## The question

How hard must one pull to lift one layer of a MoS₂ crystal off the next, and how much energy does it take? The table follows such an opening with the r2SCAN functional, all atoms held rigidly in their layers.

Rigid opening of MoS2 (R-3m, three layers in the cell, a = 3.216, c = 18.859 Å) at one (001) cut between sulfur planes, unrelaxed. Ansatz 0.2.0, plane-wave PAW, scalar-relativistic r2SCAN without spin polarisation; cutoff 500 eV, k mesh 17×17×3, Gaussian smearing of 0.15 eV. Separation energies are free energies per area of the cut, relative to the unopened crystal.

| opening (Å) | separation energy (mJ/m²) | traction (GPa (slope of the separation energy)) |
| --- | --- | --- |
| 0 | 0.0 | 0.02 |
| 0.5 | 31.3 | 0.87 |
| 1 | 69.9 | 0.63 |
| 2 | 105.8 | 0.16 |
| 3 | 113.6 | 0.03 |

The opening is the extra distance $d$ between two facing sulfur planes. The separation energy $E$ is the energy spent per area of the cut, and the traction $T$ is the pull per area needed to hold the gap at that width.

## What resists the opening

The cut runs between layers. It parts two facing sulfur planes, while every Mo–S bond lies inside a layer and keeps its length. No strong bond breaks, and only the weak contact between the sulfur planes is lost.

At rest, attraction and repulsion across the gap balance. Opening the gap weakens the repulsion faster than the attraction, so a net pull back builds up. At larger distance the attraction fades too, and the pull dies away. The traction therefore rises, passes a maximum and falls, while the energy climbs and levels off.

## From the picture to a formula

The simplest pull that starts at zero, grows in proportion to the opening and then fades exponentially is

$$T=\frac{G}{l^2}\,d\,e^{-d/l}.$$

Adding up this pull from zero to $d$ gives the energy, a form known as the universal binding-energy relation:

$$E=G\left[1-\left(1+\frac{d}{l}\right)e^{-d/l}\right].$$

Here $G$ is the energy of complete separation, shared by the two new faces, and $l$ is the length over which the contact fades. The pull is greatest at $d=l$, where about a quarter of $G$ has been spent.

That quarter gives the constants by hand. Take $G$ from the widest opening, 113.6 mJ/m². The row at 0.5 Å has spent 31.3 mJ/m², a little over a quarter, so $l$ is about 0.5 Å.

## Two rows worked by hand

The rows at 1 and 2 Å played no part in choosing these constants. At 1 Å the opening is two lengths, and $e^{-2}$ is about 0.135:

$$E\approx113.6\,(1-3\times0.135)\approx68\ \text{mJ/m}^2.$$

The calculation gives 69.9 mJ/m². For the pull, $G/l$ is 227 mJ/m² per Å, which is 2.27 GPa, since 1 mJ/m² per Å equals 0.01 GPa:

$$T\approx2.27\times2\times0.135\approx0.61\ \text{GPa}.$$

The table has 0.63 GPa.

At 2 Å the opening is four lengths, and $e^{-4}$ is about 0.018. The bracket becomes $1-5\times0.018$, or 0.91, and the energy about 103 mJ/m², against 105.8 mJ/m² in the table.

## How far to trust it

On the four opened rows the hand rule gives energies 2 to 4 % below the computed ones. They are all low because the gap at 3 Å is not quite fully separated and because $l$ was rounded up. A least-squares fit of the same formula to those four energies gives $G$ near 115 mJ/m² and $l$ near 0.49 Å, and removes nearly all of the error, as the output below shows.

The tractions were not used to set the constants, and the rule meets them within 0.04 GPa. They are slopes of the same energy curve, so they check its steepness at the rows but are not evidence from a separate calculation. The undisturbed crystal already carries 0.02 GPa, because the starting cell is not perfectly free of force. The 0.03 GPa at 3 Å has only one significant figure, so it tests the rule coarsely.

The largest traction in the table is 0.87 GPa, at 0.5 Å. With no row between 0 and 0.5 Å, or between 0.5 and 1 Å, it is the formula that places the maximum there. This is the pull for parting a whole plane at once; peeling from an edge loads only a narrow front and needs far less force.

## Why the pull fades so fast

For comparison, a form whose attractive energy falls as the fourth power of the distance between planes, with a steeper repulsion, was fitted to the same four energies with equally many constants. It leaves 0.08 GPa at 3 Å, well above the computed value. Of these two forms, the exponential one thus describes the computed contact better. Theory offers a reason: r2SCAN lacks long-range dispersion, so its attraction depends largely on the overlap of electron densities, whose tails decay exponentially. The good fit agrees with this but does not prove it.

Real layers also attract through dispersion, which reaches further. The true separation energy is therefore expected to be much larger, and the true curve to level off later. The layers are moreover of the ideal metallic 1T type, not those of the semiconducting 2H form. Ideal 1T is unstable to a clustering of its molybdenum atoms, which the small cell and fixed symmetry rule out here. So these constants should not be used as design values for ordinary MoS₂.

## The rule to keep

For a rigid opening whose pull fades exponentially, two energies are enough. The energy at a wide gap gives $G$, and the opening at which a quarter of it is spent gives $l$. The greatest pull is then about $0.37\,G/l$, here 0.84 GPa. If the energy is still climbing clearly at the widest gap, $G$ is not yet known, and a wider opening has to be calculated first.

Numerical output:

```
share of the 3 Å energy already spent at 0.5 Å (%): 27.55
share that the form gives at an opening of one length (%): 26.42
hand rule for the energy:
  row  opening/length  fraction of G  rule mJ/m2  rule less computed mJ/m2  miss in %
  0.0               0              0           0                         0          0
  0.5               1         0.2642       30.02                    -1.282     -4.097
  1.0               2          0.594       67.48                    -2.422     -3.465
  2.0               4         0.9084       103.2                    -2.603     -2.461
  3.0               6         0.9826       111.6                    -1.971     -1.735
largest miss of the hand rule in energy (%): 4.097
largest miss of the hand rule in traction, all rows (GPa): 0.03418
peak traction by the hand rule (GPa): 0.8358
fit of separation_energy on 4 rows (opening > 0): coefficient of (1 - (1 + opening/s)*exp(-opening/s)) 115.5 +/- 0.11, s 0.49; rms 0.119, worst 2.0 -0.171, leave-one-out rms 0.29
  rows outside the fit (model, value, miss): 0.0 0, 0, 0
fit of separation_energy on 4 rows (opening > 0): coefficient of (1 - (5/3)*(s/(s + opening))**4 + (2/3)*(s/(s + opening))**10) 127.2 +/- 2.3, s 2.794; rms 2.2, worst 2.0 -2.64, leave-one-out rms 4.91
  rows outside the fit (model, value, miss): 0.0 -1.413e-14, 0, -1.41e-14
tractions in GPa:
  row  computed  hand rule  fitted exponential form  fitted power law
  0.0      0.02          0                        0                 0
  0.5      0.87     0.8358                   0.8673            0.8366
  1.0      0.63      0.615                   0.6252            0.5527
  2.0      0.16     0.1665                   0.1625            0.1961
  3.0      0.03    0.03379                  0.03166           0.07816
peak traction by the fitted exponential form (GPa): 0.8674
energy still to come beyond 3 Å by the hand rule (% of G): 1.735
energy gained from 2 to 3 Å (mJ/m2): 7.8
energy at 3 Å for each of the two faces (mJ/m2): 56.8
energy at 3 Å (meV per square Å): 7.091
```
